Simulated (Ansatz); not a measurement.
**From B to In: the dipole moment**

One atom is swapped for its congeners: CH5BS `BSC`; CH5AlS `C[S][AlH2]`; CH5GaS `C[S][GaH2]`; CH5InS `C[S][InH2]`. All are singlets with charge 0.

Shapes, held fixed at every level: PBE0-D4/def2-TZVP. Programs: Ansatz 0.2.0. Values in D.

```tsv
level	CH5BS	CH5AlS	CH5GaS	CH5InS
PBE-D4/def2-TZVPP	1.80	1.43	1.37	1.38
r2SCAN-D4/def2-TZVPP	1.80	1.50	1.45	1.49
B3LYP-D4/def2-TZVPP	1.73	1.41	1.38	1.44
wB97M-V/def2-TZVPP	1.70	1.39	1.38	1.53
```

At wB97M-V/def2-TZVPP the dipole moment isn't monotonic: it is largest for B and smallest for Ga (1.70 and 1.38 D). 2 of 4 levels show this order throughout; 4 agree on the largest and the smallest. For atoms past krypton def2 sets carry core potentials with scalar relativity. Relativity is left out for Ga unless named.

The robust result is the drop from boron to its heavier congeners, which every functional reproduces. The shallow minimum at gallium also recurs, but it rests on very small differences: aluminium and gallium are nearly equal with wB97M-V, as are gallium and indium with PBE. The relative order of aluminium and indium remains open, since the indium value runs from 1.38 to 1.53 D depending on the functional.

Electronegativity alone would not single out boron, whose bonds to sulfur and hydrogen are the least polar of the set. The total moment is a vector sum, however, and in the heavier molecules the strongly hydridic M–H bonds probably offset much of the M–S polarity. Boron also has the best overlap between its empty p orbital and the sulfur lone pair, and this π donation shifts charge from sulfur towards boron. The weak dip at gallium may reflect its poorly shielding filled d shell, which makes it more electronegative than aluminium. Magnitudes alone cannot separate these contributions, because they leave the direction of the dipole unknown.
